**Q:** I want to strain-tune a WSe₂ monolayer. Can I take the change of gap per percent near zero strain and use it over the whole range?

WSe₂ monolayer (2H, 3 atoms per cell), computed with Ansatz 0.2.0: r2SCAN with spin–orbit coupling, plane-wave PAW, 500 eV cutoff, 12×12×1 k mesh. Both in-plane vectors (3.314 Å unstrained) are strained equally at fixed cell height, with atoms relaxed in r2SCAN. Gaps are the least over the mesh and a few named k points; changes are relative to the unstrained sheet. The rows at +3 and +4 % used a Fermi–Dirac smearing of 0.02 eV, negligible beside their gaps; the others used fixed occupations.

```csv
strain (%),band gap (eV),band gap change (eV),least direct gap change (eV),gap kind
-4,1.362,0.010,0.552,indirect
-3,1.401,0.049,0.414,indirect
-2,1.438,0.085,0.272,indirect
-1,1.485,0.132,0.132,direct
1,1.229,-0.123,-0.123,direct
2,1.116,-0.236,-0.236,direct
3,1.013,-0.339,-0.339,direct
4,0.921,-0.432,-0.432,direct
```

**A:** Under tension, roughly; under compression, no. The rows at −1 and +1 % give a slope of −0.1275 eV per percent of in-plane strain, the cell height being held. At −4 % this line promises a gap wider by 0.51 eV, but the computed gap is wider by only 0.010 eV. At +4 % the same line overstates the narrowing by 0.078 eV, which is ordinary curvature.

**Q:** So at −4 % the material has become insensitive to strain?

**A:** No, and the column for the least direct gap shows why. That gap, which lies at the K point in every row, has widened by 0.552 eV at −4 %, close to what the line says. The K gap responds as strongly as before, but the lowest conduction state is now a different one, and the gap to it shrinks under compression, by about 0.04 eV per percent. The small net change at −4 % is thus a rise followed by a fall. The sign to look for is the parting of the two change columns: they agree from −1 % upwards and separate from −2 % downwards, where the gap is labelled indirect.

**Q:** What is this other state, and why does it take over?

**A:** The conduction band has two low valleys, one at K and one about halfway between Γ and K, called Q in the printed output; I'll call it the side valley. The top of the valence band stays at K, so the gap is the smaller of two energies,

$$E_\mathrm{gap}(s)=\min\,[E_K(s),\,E_\mathrm{side}(s)],$$

where $s$ is the strain and each energy is measured from that common valence top. Under tension, as far as this sweep goes, the K valley is the lower and the gap is direct. Under strong compression the side valley is the lower and the gap is indirect. Between these limits the two must cross, and there the gap has a peak with a kink, which no single slope can describe.

**Q:** Why don't both valleys move together?

**A:** They are built from different orbitals. In the usual chemical picture, which I bring to these numbers rather than read from them, the K state is mostly the tungsten $d$ orbital that points out of the plane, with an antibonding admixture of selenium $p$. Compression is expected to strengthen that antibonding interaction and push such a state up; the table holds no bond lengths or orbital weights to test this. The side valley holds more of the in-plane tungsten $d$ orbitals, which bond between neighbouring metal atoms. Bringing those atoms closer stabilises this part and counters the upward push. Measured from the valence top, which itself shifts with strain, the side valley even sinks, from 1.438 eV at −2 % to 1.362 eV at −4 %, while the K state climbs. On the program's own energy scale, whose zero need not stay fixed under strain, the valence top rises by 50 meV over that range and the side valley falls by only 25 meV, so this valley is better thought of as nearly still.

**Q:** Where do they cross?

**A:** Take the difference $D=E_K-E_\mathrm{side}$, in which the valence top cancels. It is 365 meV at −3 % and 186 meV at −2 %, so it shrinks by 179 meV per percent. One more step gives $D(-1\,\%)\approx 186-179=7$ meV, and the crossing follows at about −0.96 %. The row at −1 % was not used for this estimate, and it sits almost exactly on the crossing.

**Q:** But with $D$ still positive at −1 %, the side valley would be the lower one. The table calls that row direct.

**A:** That is probably a second, less visible failure, and it would come from the search for the gap. The program reports the smallest gap among the k points it was given. In the three most compressed rows these included an added point nearer the bottom of the side valley, about 20 meV below the best point of the regular mesh. At −1 % that point was not in the list, so the side valley was represented only by a mesh point on its slope. The same kind of extrapolation, straight or curved, puts this mesh point 11 to 13 meV above K, and the search duly returned "direct".

**Q:** Then is the row at −1 % really indirect?

**A:** Probably, but the margin is thin. Straight and curved continuations of $D$ place the added side-valley point 6 to 8 meV below K, and the true bottom of the valley can only lie at or below that point. Applied to the K gap itself, where the answer at −1 % is known, the same two continuations fall short by 2 to 7 meV. That error has a known sign: with the computed K gap in place of the continued one, the added point lies 10 to 12 meV below K and the mesh point still 6 to 8 meV above it, which leans further towards indirect. What stays uncertain is the continuation of the side valley itself. The program also warned of a rough exchange–correlation potential in thin density for the rows at −4, −1 and +3 %; the K gap shows no visible break there, but errors of a few meV can't be ruled out. A calculation at −1 % with a fine line of k points through the side valley would be the direct test. The output printed below gives these extrapolations from the three most compressed rows.

**Q:** Does an error of a few meV matter to me?

**A:** For the size of the gap, hardly. For the label it does, but the label alone doesn't settle how the sheet emits light. A direct gap spares electron and hole the help of a phonon, yet in WSe₂ the lowest conduction state at K is known to have mostly the opposite spin to the valence top, so emission across that gap is weak. The attraction between electron and hole, left out here, can also reorder valleys that lie this close. A search over a finite list of points can only overestimate a gap, and it misleads most where two valleys nearly tie, since a small error then changes the label.

**Q:** How far should I trust the crossing strain in a real film?

**A:** Less than its digits suggest. The spacing of the valleys depends on the density functional and on the lattice constant taken as unstrained. If the true spacing differed by 50 meV, the crossing would move by $50/179\approx0.3$ % strain. What carries over is the way of reading such a sweep: follow each valley separately, and compare them only afterwards.

The analysis program printed:

```
slope of the gap from the rows at -1 and +1 (eV per % strain): -0.1275
One slope and the valleys:
  row  line (eV)  line less gap change (eV)  line less direct change (eV)  mesh gap less final gap (meV)  K gap less final gap (meV)
   -4       0.51                        0.5                        -0.042                          22.59                       542.3
   -3     0.3825                     0.3335                       -0.0315                          20.83                       365.2
   -2      0.255                       0.17                        -0.017                          19.55                       186.4
   -1     0.1275                    -0.0045                       -0.0045                              0                           0
    1    -0.1275                    -0.0045                       -0.0045                              0                           0
    2     -0.255                     -0.019                        -0.019                              0                           0
    3    -0.3825                    -0.0435                       -0.0435                              0                           0
    4      -0.51                     -0.078                        -0.078                              0                           0
K above named Q point at -1 %, straight line (meV): 7.525
K above named Q point at -1 %, parabola (meV): 5.862
K above best mesh point near Q at -1 %, straight line (meV): -10.73
K above best mesh point near Q at -1 %, parabola (meV): -12.86
control, K gap at -1 % continued by straight line less computed (meV): -2.358
control, K gap at -1 % continued by parabola less computed (meV): -6.592
strain where K and named Q point cross, straight line (%): -0.9579
strain where K and mesh point cross, straight line (%): -1.06
K above named Q point without strain, straight line (meV): -171.3
mass along the line if the named point were the valley bottom (electron masses): 0.1781
```
